Q: I work with carbonyl sulfide, once for a diamagnetic correction and once for a Zeeman analysis. How much does the level of theory move the answer?

A: The molar susceptibility is near −35 × 10⁻⁶ cm³/mol. Over five basis sets with B3LYP it moves by about 6% of its value, and over six gradient-corrected functionals in one large basis by 2%. The anisotropy moves by about 40% over the same basis sets. The mean is therefore easy to compute and the anisotropy demands a good basis.

PySCF 2.14.0 with density fitting: non-relativistic GIAO Kohn-Sham DFT magnetisabilities of carbonyl sulfide (OCS) in the gas phase, all at one PBE0-D3(BJ)/def2-SVP geometry. Levels are given as functional/basis set, and the anisotropy is the root of half the summed squared differences of the principal values.

```
               level  magnetisability (1e-30 J/T^2)  magnetisability anisotropy (1e-30 J/T^2)  susceptibility (1e-6 cm^3/mol)
          B3LYP/MINI                         -615.9                                    174.10                          -37.09
         B3LYP/3-21G                         -603.5                                    116.20                          -36.34
      B3LYP/pcSseg-1                         -593.5                                    140.30                          -35.74
       B3LYP/cc-pVDZ                         -587.7                                    128.50                          -35.39
    KT1/aug-pcSseg-2                         -583.7                                    161.30                          -35.15
       B3LYP/cc-pVTZ                         -583.0                                    148.30                          -35.11
    KT2/aug-pcSseg-2                         -577.7                                    156.70                          -34.79
  B97-D/aug-pcSseg-2                         -574.5                                    157.30                          -34.60
   OLYP/aug-pcSseg-2                         -574.4                                    161.60                          -34.59
    KT3/aug-pcSseg-2                         -573.7                                    156.70                          -34.55
HCTH407/aug-pcSseg-2                         -572.4                                    159.40                          -34.47
```

The rows form two groups on one fixed geometry, and a step from one group to the other changes basis and functional together. The magnetisability ξ is the mean of three principal values, and the susceptibility is the same quantity per mole. Values without a unit below are in 10⁻³⁰ J/T². For a linear molecule the anisotropy A is the size of the difference between ξ∥, field along the axis, and ξ⊥, field across it. The tensors of all eleven runs have ξ∥ as the more negative value, so that

ξ∥ = ξ − 2A/3, ξ⊥ = ξ + A/3

Q: Why are the two quantities so unequally sensitive?

A: Take x along the axis and the origin at the centre of mass, with e and m the charge and mass of the electron. A field along the axis leaves a closed-shell linear molecule free to circulate its electrons, so ξ∥ is purely diamagnetic and measures the width of the cloud. A field across the axis mixes σ with π orbitals and adds a paramagnetic part ξp. With Θ the axial quadrupole moment, and Z and X the nuclear charges and positions,

ξ∥ = −(e²/4m)⟨y² + z²⟩
ξ⊥ = −(e²/4m)⟨x² + z²⟩ + ξp
Θ = e(ΣZX² − ⟨x²⟩ + ⟨z²⟩)

Subtracting the first line from the second, with ⟨y²⟩ = ⟨z²⟩, and inserting the third gives an identity:

A = (e/4m)Θ + [ξp − (e²/4m)ΣZX²]

The first piece is the quadrupole term and reflects the shape of the charge. The bracket is the g term, since it equals −(e²/4m·mp)·I·g, with mp the proton mass, I the moment of inertia and g the rotational g factor. The simplest model is a row of neutral spherical atoms. Moving an atom a distance X from the origin adds −(e²/4m)ZX² to the diamagnetic part, and ξp must cancel this because the origin is arbitrary, so both pieces vanish and A is zero. The real anisotropy is what bonding leaves of that cancellation.

Q: Can you put numbers on that for one row?

A: Take B3LYP/cc-pVTZ, with nothing fitted. The shared geometry fixes the rotational constant B and the nuclear part of g (mp·ΣZX²/I), and the run of this row gives the paramagnetic part and the quadrupole moment.

I = h/(8π²B) = 1.379 × 10⁻⁴⁵ kg m² for B = 6.087 GHz
(e²/4m)ΣZX² = (e²/4m·mp) × I × 0.5039 = 2926
ξp = 186.17/0.060221 = 3091, converted from 10⁻⁶ cm³/mol
g term = 3091 − 2926 = 165
quadrupole term = (e/4m) × (−1.164 D Å) = −17
A = 165 − 17 = 148, against 148.3 in the table

The agreement is book-keeping and tests nothing, because ξp is defined as the total less the diamagnetic part. The useful result is the proportion: the spherical-atom term covers 94 to 95% of ξp in every row, a cancellation that the field-dependent orbitals largely build in. At fixed diamagnetic part, a 1% change in ξp changes A by 21%. The mean takes up only two thirds of that change and is about four times larger than A, so it moves by just 3.5%.

Q: What do the smallest basis sets get wrong?

A: The yardstick here is cc-pVTZ, the largest B3LYP basis, which need not be converged. MINI makes ξ∥ too negative by 50, so its cloud is about 7% too wide in ⟨y² + z²⟩, and its g term is too large by 35. A minimal basis keeps atomic shapes that can't contract on bonding, a likely reason for the width that isn't tested here.

With 3-21G the axial value matches cc-pVTZ within 1 and the whole error lies across the axis. Its anisotropy is low by 32, of which 21 is the quadrupole term, so the numbers point to the charge distribution. The dipole agrees: it nearly vanishes and reverses, while cc-pVTZ gives 0.67 D. The lack of d functions is a suspect, but these rows can't settle it. MINI lacks them too and still gives a dipole of the right direction and rough size, which may be a cancellation of errors.

Q: The mean moves less than 1% from cc-pVDZ to cc-pVTZ. Is double zeta converged?

A: No, the small step owes something to a partial cancellation. On going to cc-pVTZ, ξ∥ falls by 8.5 while ξ⊥ rises by 11.3, and the anisotropy of cc-pVDZ is 13% below that of cc-pVTZ. The quadrupole terms of the two agree within 1, so the deficit sits in the g term. The agreement in the quadrupole doesn't make the static charge distribution right, because the dipole of cc-pVDZ is clearly smaller than that of cc-pVTZ.

The pcSseg-1 basis shows the reverse pattern. Its mean is further from cc-pVTZ, at 1.8%, but its anisotropy is only 5% low and its g term is within 2.4. That the extra p functions of a basis built for shieldings are responsible is a guess.

Q: And the choice of functional?

A: In aug-pcSseg-2 the six functionals span 0.68 × 10⁻⁶ cm³/mol in susceptibility, 3% in A and 6% in g. A size-only model, ξ = k·ξ∥ with k fitted by least squares through the origin to these six rows, asks whether the width of the cloud is enough. It gives k = 0.845, and it holds to the extent that A stays a fixed fraction of ξ∥.

The model leaves a root-mean-square misfit of 1.1 against a scatter of 3.8 in the mean. Much of that success rests on KT1, which lies below KT2 by 9.1 along the axis and so has the widest cloud of the six. Fitted in the same way to the five B3LYP rows the model fails, removing almost none of the scatter, because basis sets disturb width, shape and response separately.

The HOMO–LUMO gap is a poor guide to the g term. A form b/gap, least-squares fitted to the six rows, correlates at 0.89 but spans 2.4 where the calculation spans 10.0, and it falls short on all five B3LYP rows outside the fit. The gap is expected to separate π from π*, an excitation that a perpendicular field doesn't drive. The B3LYP rows are also an uneven test, because exact exchange widens the gap and then offsets part of this in the response.

The spread among functionals is no error bar, since all six share one family and one basis. They also share an omission, because the exact functional in a magnetic field depends on the current density too. A rough recalled size for the measured g is −0.029, and the six values run from −0.0288 to −0.0305. Two figures can't rank them, and these are non-relativistic values without vibrational averaging, an omission that matters most for a small difference such as g.

Q: What should I run, and what does it cost?

A: For a diamagnetic correction within about 1 × 10⁻⁶ cm³/mol of the larger-basis rows, cc-pVDZ is enough for this gas-phase molecule, though partly by cancellation. That is agreement among calculations, not a proven accuracy against measurement. Both it and pcSseg-1 lie within 0.7 of cc-pVTZ in those units, but pcSseg-1 is up to 1.3 from the large-basis rows and so leaves no margin if cc-pVTZ isn't converged. 3-21G and MINI are off by more than 1 even against cc-pVTZ. A Zeeman analysis needs A and g. For these, triple zeta is a start but isn't shown to reach a few per cent, since cc-pVTZ lies 5 to 8% below the large-basis rows in A, where the functional differs as well. Check it against a larger basis with the same functional, comparing ξ∥ and ξ⊥ separately. Equal means prove little, as B97-D and OLYP show by agreeing in the mean while their components shift in opposite directions.

For one functional, the cost follows roughly from the cube of the number of basis functions, with approximate recalled counts. Relative to cc-pVDZ, cc-pVTZ costs about 8.5 times as much and aug-pcSseg-2 about 35 times, while 3-21G saves only a factor of three. For three atoms that saving isn't worth a wrong charge distribution.

Q: So is B3LYP/cc-pVTZ or the large-basis group nearer the limit?

A: That is open. The average of the six functionals has the same ξ∥ as B3LYP/cc-pVTZ within rounding, but a ξ⊥ less negative by 10.4. The step from cc-pVDZ to cc-pVTZ moved ξ⊥ in the same direction by 11.3. How much of the remaining gap comes from the functional and how much from the basis is what a run of B3LYP in aug-pcSseg-2 would show.
